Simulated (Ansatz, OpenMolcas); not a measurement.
C2H3ClNSi (SMILES C[Si](Cl)C#N): methods side by side

C2H3ClNSi: 8 atoms, total charge 0, spin state doublet. SMILES: `C[Si](Cl)C#N`. The shape is that of a PBE0-D4/def2-TZVP optimisation.

Each level gives the vertical ionisation energy (to the singlet cation) (eV). The values are calculated.

```
             level                    kind     program  value (eV)  less CCSD(T)/def2-SVP  CPU time (all runs)
   USVWN5/def2-SVP                     LDA      Ansatz        8.64                  +0.05                5.2 s
 U-r2SCAN/def2-SVP                meta-GGA      Ansatz        8.93                  +0.34                 19 s
   UBHLYP/def2-SVP           global hybrid      Ansatz        8.95                  +0.36                 13 s
    UPBE0/def2-SVP           global hybrid  OpenMolcas        8.92                  +0.33              1.7 min
U-wB97M-V/def2-SVP  range-separated hybrid      Ansatz        8.71                  +0.12                 85 s
  RPA@PBE/def2-SVP                     RPA      Ansatz        8.61                  +0.02                 15 s
 RPA@PBE0/def2-SVP                     RPA      Ansatz        8.69                  +0.10                 19 s
ROCCSD(T)/def2-SVP   coupled cluster or CI  OpenMolcas        8.59                   0.00              3.6 min
```

Differences are taken from ROCCSD(T)/def2-SVP for orientation; it has basis-set and higher-order errors of its own. The values span 8.59 to 8.95 eV. Times are those of the runs behind each value, whatever else they computed, on shared processors of several kinds: orders of magnitude only.

Every method puts the ionisation energy above the coupled-cluster value, but the offsets do not follow the amount of exact exchange. The meta-GGA, at 8.93 eV, falls almost on top of the two global hybrids, while the range-separated hybrid lies clearly lower. Both RPA values stay close to coupled cluster and depend only modestly on the starting orbitals. LDA's similar agreement probably reflects cancelling errors in the radical and the cation, and is no evidence of general reliability.

Chemically, this is a silyl radical, and the electron removed is the unpaired one, held mainly in a silicon-centred hybrid orbital with substantial 3p character. The electron-withdrawing chloro and cyano groups should bind it more tightly than alkyl groups would, although π donation from chlorine partly offsets this by stabilising the cation's empty silicon orbital. Because silyl radicals are pyramidal whereas tricoordinate silyl cations favour planarity, the adiabatic ionisation threshold probably lies noticeably below these vertical energies.
